**Q:** Your scan squeezes a boron crystal along one axis and lets it spread across, at fixed volume. What is being strained?

Hexagonal boron (P6/mmm, one atom per cell, unrelaxed a = 1.702 Å, c = 3.635 Å) is strained along c at fixed volume in Ansatz 0.2.0, with scalar-relativistic, non-spin-polarised PAW LDA. The runs use a 420 eV plane-wave cutoff, a Γ-centred 36×36×14 k mesh and 0.15 eV Gaussian smearing. Energies are free energies relative to ratio 1, and positive pressure means compression.

```
axial ratio (over its starting value)  energy change (meV/atom)  pressure (GPa)
                                  0.8                     265.5          -32.81
                                 0.85                     151.3          -27.68
                                 0.92                      44.3          -16.92
                                 0.96                      12.6          -10.10
                                    1                       0.0           -2.90
                                 1.05                       9.5            6.41
                                  1.1                      44.3           15.94
                                  1.2                     179.9           35.38
                                  1.3                     393.3           55.39
```

**A:** The cell holds flat triangular sheets stacked directly on one another, which is a constrained model and not the icosahedral boron that is stable in nature. The axial ratio r is c/a over its starting value. At fixed volume V the in-plane B–B distance goes as a₀r^(−1/3) and the layer spacing as c₀r^(2/3). A low ratio therefore stretches the sheets and pushes them together, and a high ratio compresses the sheets and pulls them apart. From 0.8 to 1.3 the bond shortens from 1.83 to 1.56 Å.

**Q:** At constant volume I expected the pressure to stay put. Why does it climb in every step?

**A:** The pressure column P is the mean of the three normal stresses, P = (2σa + σc)/3, with σa in the plane, σc along the axis and compression positive. In an isotropic solid, shrinking two directions and stretching the third cancels in this mean to first order. Here the same LDA calculations give σa running from −50.7 to +83.8 GPa while σc stays between −2.0 and +3.0 GPa. So, except near ratio 1 where both stresses are small, P is close to two thirds of the stress in the sheet, and the strained rows are far from hydrostatic. The standard reason is that each atom's valence orbitals overlap strongly with six neighbours at 1.70 Å and weakly with layers more than twice as far away.

**Q:** Does the energy come from the sheets as well, or from prising the layers apart?

**A:** The work is dE = −V(2σa d ln a + σc d ln c). With d ln a = −⅓ d ln r and d ln c = ⅔ d ln r this becomes

dE/d ln r = (2V/3)(σa − σc) = V(P − σc).

If the layers did not feel each other, σc would vanish and the energy change would be V∫P d ln r, one column predicting the other. At ratio 1.3 this gives 366 meV against 393.3 meV, 6.9 % below the table, and the shortfall is the neglected σc term. Near the minimum the shortcut fails: at 1.05 it gives 4.7 meV against 9.5. Integrating the two stresses separately puts 97 % of the work at the low end and 95 % at the high end in the plane, but only 6.3 of 9.5 meV at 1.05, where the in-plane stress has only just changed sign; at 0.92 and 0.96 the axial work is negative. Since a and c change together, that split belongs to this path. LDA has no true dispersion, and the PAW datasets used here were made for PBE, so the small interlayer part is the least trustworthy.

**Q:** The lowest row is ratio 1, yet its pressure is −2.90 GPa. Is that the equilibrium?

**A:** No, the starting cell was not relaxed at this level. The formula puts the minimum where σa = σc, which the interpolated stresses place at r = 1.007, only 0.3 meV below the starting cell. The pressure there is still −1.6 GPa, so the cell is in tension and would shrink if the volume were freed. An incomplete plane-wave basis is expected to add a tension to all three normal stresses, which cancels in σa − σc but not in P or σc; the cutoff was not varied, so this pressure is less secure than the position of the minimum. Symmetry does not pin this minimum, because no value of c/a gives a simple hexagonal lattice extra symmetry, and the rows show no second one. It is a minimum along this path only: one atom per cell cannot buckle, and flat triangular boron sheets are known to do so.

**Q:** Rows 0.92 and 1.1 both read 44.3 meV. Are they equivalent structures?

**A:** Their pressures have opposite signs, so one sheet is stretched and the other squeezed. The bond strain is −⅓ ln r, and in ln r the two rows lie 0.0906 below and 0.0881 above the minimum, nearly mirror images.

A parabola makes this an estimate. The slope of the stresses at the minimum gives a curvature K of 11 300 meV, taken from a curve through the stresses of all rows with no energy entering. For 0.92, ½ × 11 300 × 0.0906² = 46.4 meV, less the 0.3 meV depth, gives 46.1 meV; the same steps with 0.0881 give 43.6 meV for 1.1. The parabola is 1.8 meV above the table on the stretched side and 0.7 meV below it on the compressed side. The agreement of the two rows to the last digit is a coincidence.

**Q:** So which side is stiffer? Ratio 0.8 costs more than 1.2.

**A:** That impression comes from the axis. Ratio 0.8 stretches the bond by 7.7 %, while 1.2 shortens it from 1.702 to 1.602 Å, about 6 %. Per unit of ln r the compressed side is the stiffer one: d(P − σc)/d ln r, which by the identity above sets the curvature of the energy, rises in every interval, from 94 GPa at the low end to 245 GPa at the high end. Apart from the lowest interval, taken up below, this is what ordinary bond anharmonicity would give, with repulsion steepening at short distance and overlap fading at long distance.

A Morse curve in the B–B distance has that shape. Fitted with three parameters to the seven rows from 0.92 upward, where the layers do not push on each other, it holds within 0.35 meV, still above the 0.05 meV rounding of the table. Its depth and range trade against each other and are not a bond energy: the layers still pull in these rows, the curve absorbs up to 17.9 meV of axial work, and since the B–B distance is fixed by r the fit describes the shape without proving the bond is its source. The parameters and residuals are in the output below.

**Q:** And the two rows left out of that fit?

**A:** Row 0.85 is predicted within 0.1 meV, but at 0.8 the curve lies 6.8 meV above the table. The size of that miss depends on the curve: fitted to all rows, the Morse form leaves +1.34 meV at 0.8 and −2.39 meV at 0.85. The stresses are the firmer sign. Between these two rows the slope of P − σc is 94 GPa, against 167 GPa in the next interval and 155 GPa from the Morse curve. Most of the softening is in the in-plane stress: the tension grows by only 8 GPa, from 42.7 to 50.7 GPa. The push along the axis also grows more slowly than in the step before, and the space group does not change. This rests on one row at the end of the scan.

The cause is not established, but the same runs hold a hint. Measured from ratio 1, the zero-smearing energy lies above the free energy by 0.13 meV at 0.92, 0.42 meV at 0.85 and 0.95 meV at 0.8. With Gaussian smearing that gap is expected to scale with the density of states at the Fermi level, which would then be climbing ever faster at the low end. My guess is a change in the occupied bands of the metal, set off either by the long bond or by layers now only 3.13 Å apart. The scan moves both at once, so the open question is whether a sheet stretched to 1.83 Å still softens when the spacing is held at 3.635 Å.

Numerical output:

```
V = 9.119 A^3; V x 1 GPa = 56.92 meV; table rounding 0.05 meV and 0.005 GPa
ratio, ln r, B-B (A), c (A), c/a, s_a, s_c (GPa) | V*int P, in-plane work, axial work, sum - E (meV)
0.80 -0.2231 1.833 3.133 1.71  -50.69 +2.95 |  255.1  258.9   7.5 +0.84
0.85 -0.1625 1.797 3.262 1.82  -42.70 +2.38 |  149.8  150.2   0.9 -0.25
0.92 -0.0834 1.750 3.438 1.96  -25.36 -0.06 |   48.1   46.8  -2.6 -0.06
0.96 -0.0408 1.725 3.537 2.05  -14.73 -0.84 |   15.2   14.3  -1.8 -0.07
1.00 +0.0000 1.702 3.635 2.14   -3.62 -1.47 |    0.0    0.0  -0.0 +0.00
1.05 +0.0488 1.675 3.755 2.24  +10.58 -1.95 |    4.7    6.3   3.2 +0.04
1.10 +0.0953 1.649 3.873 2.35  +24.90 -2.00 |   34.2   37.5   6.8 -0.03
1.20 +0.1823 1.602 4.105 2.56  +53.97 -1.79 |  160.3  166.8  13.1 +0.01
1.30 +0.2624 1.559 4.330 2.78  +83.78 -1.38 |  366.3  375.2  17.9 -0.16
ratio 0.8: B-B +7.7 %, c -13.8 %, in-plane share of work 97.2 %, V*int P minus E -10.4 meV (-3.9 %)
ratio 1.3: B-B -8.4 %, c +19.1 %, in-plane share of work 95.4 %, V*int P minus E -27.0 meV (-6.9 %)
slope dE/dln r at ratio 1 from stress: -81.3 meV; curvature at minimum 11299 meV
minimum (s_a = s_c): ratio 1.0072, ln r 0.0072, depth -0.29 meV, P there -1.57 GPa; P = 0 at ratio 1.0157
-d s_a/dln a along this path at minimum: 854 GPa, times c = 312 N/m
rows 0.92 and 1.1: midpoint in ln r 0.0060; distances from minimum 0.0906, 0.0881
parabola in ln r: K 11118 meV, min 0.9990; in r: K 10511 meV, min 1.0214
Morse, all rows: D 10.08 eV, alpha 1.31 1/A, d0 1.6975 A, 2D alpha^2 34.5 eV/A^2
Morse, rows with s_c < 0 (0.92 up): D 12.07 eV, alpha 1.20 1/A, d0 1.6978 A, 2D alpha^2 34.8 eV/A^2
ratio, model - E (meV): parabola ln r, parabola r, Morse all, Morse 0.92 up | P - s_c, Morse 0.92 up (GPa)
0.80   +8.69  -10.18   +1.34   +6.83 |  -35.76  -39.74
0.85   -6.37   +0.77   -2.39   -0.08 |  -30.06  -30.34
0.92   -6.62   +7.37   -0.34   -0.06 |  -16.86  -16.95
0.96   -3.81   +4.83   -0.09   -0.12 |   -9.26   -9.22
1.00   +0.00   +0.00   +0.00   +0.00 |   -1.43   -1.46
1.05   +4.30   -7.63   -0.50   -0.18 |   +8.36   +8.26
1.10   +7.31  -14.29   -1.06   -0.35 |  +17.94  +17.97
1.20   +7.02  -14.76   -0.62   +0.30 |  +37.17  +37.31
1.30   -7.58  +12.08   +0.45   -0.08 |  +56.77  +56.42
rms (meV), all rows: 6.27 9.48 1.03 2.28
worst row of each:   0.80 1.20 0.85 0.80
slopes per interval in ln r (GPa), low to high ratio
 dP/dln r        : 85 136 160 176 191 205 223 250
 d(P - s_c)/dln r: 94 167 178 192 201 206 221 245
 Morse 0.92 up   : 155 169 182 190 199 209 222 239
largest |P - (2 s_a + s_c)/3| 0.005 GPa; largest smearing shift 0.9 meV
```
